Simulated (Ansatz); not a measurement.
# How basis sets differ on C2H7BOS (SMILES CSB(C)O)

The species is C2H7BOS (12 atoms), meant as a singlet with charge 0. SMILES: `CSB(C)O`. Geometry: relaxed at PBE0-D4/def2-TZVP. This is one conformer, not always the lowest.

```xyz
12

C    -1.4024    0.1650    1.2801
S    -0.4208    1.4483    0.4720
B     0.7143    0.5189   -0.6009
C     0.7243   -1.0430   -0.7046
O     1.5994    1.2316   -1.3530
H    -1.9522   -0.4252    0.5486
H    -2.1131    0.6714    1.9319
H    -0.7721   -0.4871    1.8831
H     0.9058   -1.5094    0.2685
H     1.4955   -1.3849   -1.3972
H    -0.2406   -1.4253   -1.0518
H     1.5389    2.1843   -1.2429
```

Quantity: the dipole moment, in D. The values are calculated.

```csv
level,kind,program,value (D),CPU time
HF/STO-3G,Hartree–Fock,Ansatz,0.68,3.6 s
HF/3-21G,Hartree–Fock,Ansatz,1.24,5.7 s
HF/def2-SVP,Hartree–Fock,Ansatz,1.25,20 s
HF/def2-TZVP,Hartree–Fock,Ansatz,1.38,82 s
```

The values span 0.68 to 1.38 D. Magnitudes only: a small dipole may point the other way at some levels. Sets without polarisation functions give poor dipoles. CPU times are rough (shared hosts, several kinds of processor): they show what a rung costs within a factor of a few.

The Hartree–Fock dipole rises at every step of the series, but unevenly: most of the increase comes between STO-3G (0.68 D) and 3-21G (1.24 D). A minimal basis gives each valence shell a single fixed radial form, so the density cannot contract or expand to suit the polar B–O and O–H bonds, and splitting the valence shell removes much of that constraint. The molecular moment is also a balance: σ electrons are drawn from boron towards oxygen, while the oxygen and sulfur lone pairs donate back into the formally empty boron p orbital. Modest errors in either contribution can therefore shift the total noticeably.

The near-coincidence of 3-21G and def2-SVP (1.25 D) is probably a cancellation of changes in valence flexibility and polarisation rather than a sign of convergence, since def2-TZVP raises the value again to 1.38 D. The triple-zeta result is thus the most reasonable Hartree–Fock estimate here, but the series does not establish the basis-set limit or the effect of electron correlation.
